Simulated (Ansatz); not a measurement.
# GdN: the change of phonon entropy and phonon heat capacity with temperature

All results are calculated (Ansatz 0.2.0). Plane-wave density functional theory, PAW datasets, Gaussian smearing 0.05 eV: harmonic lattice thermodynamics at fixed volume from displacements in the supercell given; kB is Boltzmann's constant.

Structure of every row (space group F-43m, No. 216):
```
cell vectors (Å)
   0.0000     2.6367     2.6367
   2.6367     0.0000     2.6367
   2.6367     2.6367     0.0000
atoms (fractions of the cell vectors)
Gd  0.00000  0.00000  0.00000
N   0.25000  0.25000  0.25000
```

Settings of every row: paw set soft_2; functional PBEsol; spin treatment collinear; moment partition spheres; spin axis none; wave cutoff 420 eV; SCF start saved density; lower state search off; symmetry use detected; k mesh of unit cell 8x8x8; supercell 2x2x2.

Atom:
| element | first moment (μB) | hubbard u (eV) |
| --- | --- | --- |
| Gd | 7 | 0 |
| N | 0 | 0 |

Limits: the cell comes from a prototype or a list of computed structures and needn't be the stable phase; with one magnetic atom in the cell only parallel moments are possible.

| row | temperature (K) | phonon entropy (kB per atom) | phonon heat capacity (kB per atom) | phonon free energy (meV per atom) |
| --- | --- | --- | --- | --- |
| 1 | 200 | 2.195 | 2.116 | 33.96 |
| 2 | 300 | ? | ? | ? |
| 3 | 400 | 3.891 | 2.702 | -19.59 |
| 4 | 500 | 4.505 | 2.801 | -55.85 |
| 5 | 600 | 5.022 | 2.858 | -96.95 |
| 6 | 700 | 5.465 | 2.894 | -142.18 |
| 7 | 800 | 5.853 | 2.918 | -190.99 |
| 8 | 900 | 6.198 | 2.935 | -242.94 |
| 9 | 1000 | 6.508 | 2.947 | -297.71 |

Question: what phonon entropy and phonon heat capacity should row 2 give?

Worked fit of phonon entropy. Entropy rises as the heat capacity times the change of ln T, so take t = ln(T / 300 K). The shown rows have t = -0.4055, 0.2877, 0.5108, 0.6931, 0.8473, 0.9808, 1.0986, 1.204. Least squares give phonon entropy = 3.1673 + 2.5023 × t + 0.23367 × t² kB per atom; a straight line predicts inner rows, each left out in turn, worse (root mean square 0.061 against 0.012 kB per atom). The rows lie off it by 0.004, -0.016, -0.001, 0.008, 0.010, 0.007, 0.000, -0.011 (root mean square 0.0087 kB per atom), a smooth pattern that one more power would take up: the form is only approximate. The slope at t = 0, 2.5 kB per atom, estimates the heat capacity at 300 K. The withheld row has t = 0, so the fit gives 3.1673 + 2.5023 × (0) + 0.23367 × (0)² = 3.167 kB per atom.

The calculation gave 3.139 kB per atom. The fit lies 0.028 kB per atom (0.65 % of the column's range) above it; its largest miss of a shown row is 0.016 kB per atom.

Worked fit of phonon heat capacity. At high temperature a harmonic heat capacity falls short of its limit by a term in 1/T², so take t = (100 K / T)². The shown rows have t = 0.25, 0.0625, 0.04, 0.02778, 0.02041, 0.01562, 0.01235, 0.01. Least squares give phonon heat capacity = 2.9968 − 5.136 × t + 6.452 × t² kB per atom; a straight line predicts inner rows, each left out in turn, worse (root mean square 0.025 against 0.0015 kB per atom). The rows lie off it by 0.000, 0.001, -0.001, -0.001, -0.001, 0.000, 0.001, 0.001. The constant, 2.9968 kB per atom, is to be held against the harmonic limit of 3 k_B an atom. The withheld row has t = 0.11111, so the fit gives 2.9968 − 5.136 × (0.11111) + 6.452 × (0.11111)² = 2.506 kB per atom.

The calculation gave 2.513 kB per atom. The fit lies 0.007 kB per atom (0.84 % of the column's range) below it; its largest miss of a shown row is 0.001 kB per atom.

The other values of row 2: phonon free energy 10.82 meV per atom.
